**Q:** Here a BH₂ group sits on seven different carbon carriers. What does the quadrupole coupling tell me about the boron?

BH₂ group on seven carbon carriers (in the SMILES, * marks the bond to boron, the marked atom), calculated with PySCF 2.14.0 at non-relativistic PBE0/pcSseg-1 with density fitting, gas phase, on PBE0-D3(BJ)/def2-SVP geometries. The gradient is the largest principal value of the electric field gradient; quadrupole moments are 0.04059 barn for ¹¹B and 0.00286 barn for ²H.

```tsv
carrier	formula	atoms on the carrying C	bond to the carrier (Å)	point group	torsion about that bond, heaviest neighbours (°)	gradient, marked atom (a.u.)	asymmetry	quadrupole coupling (MHz)	2H coupling on it (MHz)	IAO charge of the marked atom (e)
*C#CC=C	C4H5B	C	1.502	Cs	n/a	0.564	0.10	5.38	0.135	0.00
*C(F)=C(F)F	C2H2BF3	C F	1.520	Cs	0	0.558	0.07	5.32	0.137	-0.02
*c1ccco1	C4H5BO	C O	1.514	Cs	0	0.549	0.02	5.24	0.137	-0.04
*C[AsH2]	CH6AsB	As H H	1.537	Cs	88	0.551	0.01	5.26	0.135	-0.04
*CC(F)(F)F	C2H4BF3	C H H	1.563	C1	4	0.646	0.03	6.16	0.134	0.09
*CCC	C3H9B	C H H	1.556	Cs	2	0.635	0.08	6.06	0.132	0.08
*CC=C	C3H7B	C H H	1.555	C1	22	0.627	0.04	5.98	0.133	0.08
```

**A:** It tells you mainly how empty one of boron's p orbitals is. The three bonds of boron lie in one plane, and a p orbital that stands upright on this plane is nearly empty. Much charge in the plane and little above and below it give a large field gradient at the nucleus, and the coupling is proportional to that gradient. Electrons that enter the upright orbital make the charge rounder and the coupling smaller.

**Q:** Which carriers leave that orbital emptiest?

**A:** By this measure propyl, allyl and CH₂CF₃, with couplings of about 6.0 to 6.2 MHz. The other four lie between 5.2 and 5.4 MHz. Three of these four have a π system on the very carbon that holds the boron, and its orbitals can stand parallel to the empty p orbital and share electrons with it. In the trifluorovinyl and furyl rows the torsion of 0° allows this; a triple bond has π orbitals in two perpendicular directions, so the alkynyl carrier can do it at any torsion. Allyl has a double bond too, but one carbon further away, and it stays with the saturated carriers.

**Q:** How many electrons are shared?

**A:** The Townes-Dailey picture gives an estimate. One 2p electron produces a gradient along its own axis and half as much, with opposite sign, across it. Filled inner shells and s electrons are spherical and drop out. With $n_x$ and $n_y$ electrons in the in-plane p orbitals and $n_z$ in the upright one, the size of the coupling is

$$C \approx C_p\left[\frac{n_x+n_y}{2}-n_z\right],$$

where $C_p$ is the coupling of a single 2p electron, roughly 5.4 MHz as a recalled value. Three even bonds give $n_x=n_y=1$, and an empty upright orbital gives $n_z=0$, so the ideal BH₂ group should show 5.4 MHz. The three carriers with the emptiest orbital average 6.07 MHz, 12 % above this ideal, so I trust the picture for differences more than for absolute values.

The three π carriers average 5.31 MHz. If the whole drop comes from $n_z$, the gain is $(6.07-5.31)/5.4\approx 0.14$ electrons. Boron's IAO charge, which assigns electrons to atoms through atom-like orbitals, falls by 0.10 between the same groups, and the Hirshfeld charge by 0.06. So the π carriers give boron about a tenth of an electron more than propyl, allyl and CH₂CF₃ do, and these figures support no finer count.

**Q:** Your formula would also give a smaller coupling if the carrier pulled electrons out of the plane. How do you know it doesn't?

**A:** The charge helps to decide. If boron only lost in-plane electrons, it would be more positive where the coupling is low. The table shows the reverse: the IAO charge is between −0.04 and 0.00 in the low group and 0.08 or 0.09 in the high one. Boron therefore gains electrons overall while its coupling falls, which is what filling the upright orbital does. Some in-plane loss may accompany the gain, and that is one reason to take the electron count as rough.

**Q:** The arsenic carrier CH₂AsH₂ has no π system. Why is it in the low group?

**A:** Look at its torsion: 88°, against at most 22° in the propyl, allyl and CH₂CF₃ rows. The C–As bond thus points along the empty p orbital, and a σ bond in that position can donate electrons into it, which is called hyperconjugation. The geometry fits this, for the B–C–As angle has closed to 95°, whereas the corresponding B–C–C angle in CH₂CF₃ is 117°. Arsenic has a lone pair too, but its three bonds leave that pair on the side away from boron, which makes it an unlikely donor. The shielding of the boron nucleus is also 47 ppm higher than in the propyl row, as a less empty p orbital would suggest.

The charge agrees as well. I fitted a straight line of coupling against IAO charge to the other six rows, leaving this one out because its donor is a σ bond to a heavy atom treated without relativity. The line predicts 5.18 MHz for it, and the calculation gives 5.26 MHz. Since the six rows form two clusters, the line confirms the direction of the effect rather than a precise slope; its details are in the output after this text.

**Q:** What if I turned the group until arsenic lay in the BH₂ plane?

**A:** I would expect the coupling to rise towards that of the other saturated carriers. The C–As bond would then no longer overlap with the empty orbital, and the two C–H bonds on the same carbon would take its place. They donate too, as they already do in propyl, but C–H is usually the weaker donor. This remains a prediction: in the table the carrier and its orientation change together, so the role of orientation is argued from theory and from the shape of the molecule. A calculation of the turned molecule would be the direct test.

**Q:** Would another nucleus show the same pattern, say ¹⁰B, or deuterium on the boron?

**A:** With ¹⁰B the pattern is the same on a larger scale. The electrons and their gradient don't change, but the nuclear quadrupole moment is about twice that of ¹¹B, so every coupling roughly doubles and propyl would come near 13 MHz. Deuterium is a poor probe here. Its coupling is slightly higher where that of ¹¹B is low, so the order of the two groups is reversed, and it varies by only 4 % of its mean over the seven rows, against 16 % for ¹¹B, because a hydrogen atom has no valence p orbital to fill and feels mainly the B–H bond and the boron core next to it.

**Q:** Which digits would you rely on when you compare two carriers?

**A:** I would rely on the gap of 0.6 MHz between the groups, which is about four times the spread inside the low one. I would not rank furyl at 5.24 MHz against the arsenic carrier at 5.26 MHz. The basis set is small and was designed for shieldings, not for field gradients, and each row is a single rigid conformer without vibration. The arsenic row also lacks relativistic effects, whose size here is untested. For a similar carrier, first ask whether a π orbital on the attached carbon lines up with boron's empty p orbital; in the three rows where one does, the coupling is low. Then look for a σ bond in the same position, the likely reason for the low value in the arsenic row. The second decimal can wait for a better calculation.

Printed output of the fit:

```
mean coupling of the three saturated carriers without As in MHz: 6.067
mean coupling of the three pi carriers in MHz: 5.313
drop from saturated to pi carriers in MHz: 0.7533
drop from saturated carriers to the As row in MHz: 0.8067
empty gap between the two groups in MHz: 0.6
spread inside the low group of four in MHz: 0.14
saturated mean over the ideal one-electron value: 1.123
electrons gained by pz in pi carriers by Townes-Dailey: 0.1395
fall of IAO charge from saturated to pi carriers in e: 0.1033
fall of Hirshfeld charge from saturated to pi carriers in e: 0.0568
fit of cq on 6 rows (~ars): constant 5.464 +/- 0.031, coefficient of q_iao 7.137 +/- 0.51; rms 0.0538, worst *C#CC=C 0.084, leave-one-out rms 0.0817
  rows outside the fit (model, value, miss): *C[AsH2] 5.178, 5.26, -0.0815
largest in-plane imbalance nx less ny in electrons: 0.06642
range of 11B coupling in percent of its mean: 16.35
range of 2H coupling in percent of its mean: 3.712
mean B-C bond order of pi carriers: 1.142
mean B-C bond order of saturated carriers without As: 1.001
angle B-C-As in degrees: 94.72
angle B-C-C in the CH2CF3 row in degrees: 117.3
distance from B to As in angstrom: 2.634
upper size of the gradient from the IAO charge of As as a point in a.u.: 0.004605
drop of the gradient in the As row in a.u.: 0.085
11B shielding of the As row less propyl in ppm: 47.44
paramagnetic part of that difference in ppm: 46.88
10B over 11B coupling with a recalled 10B moment of 0.085 barn: 2.094
```
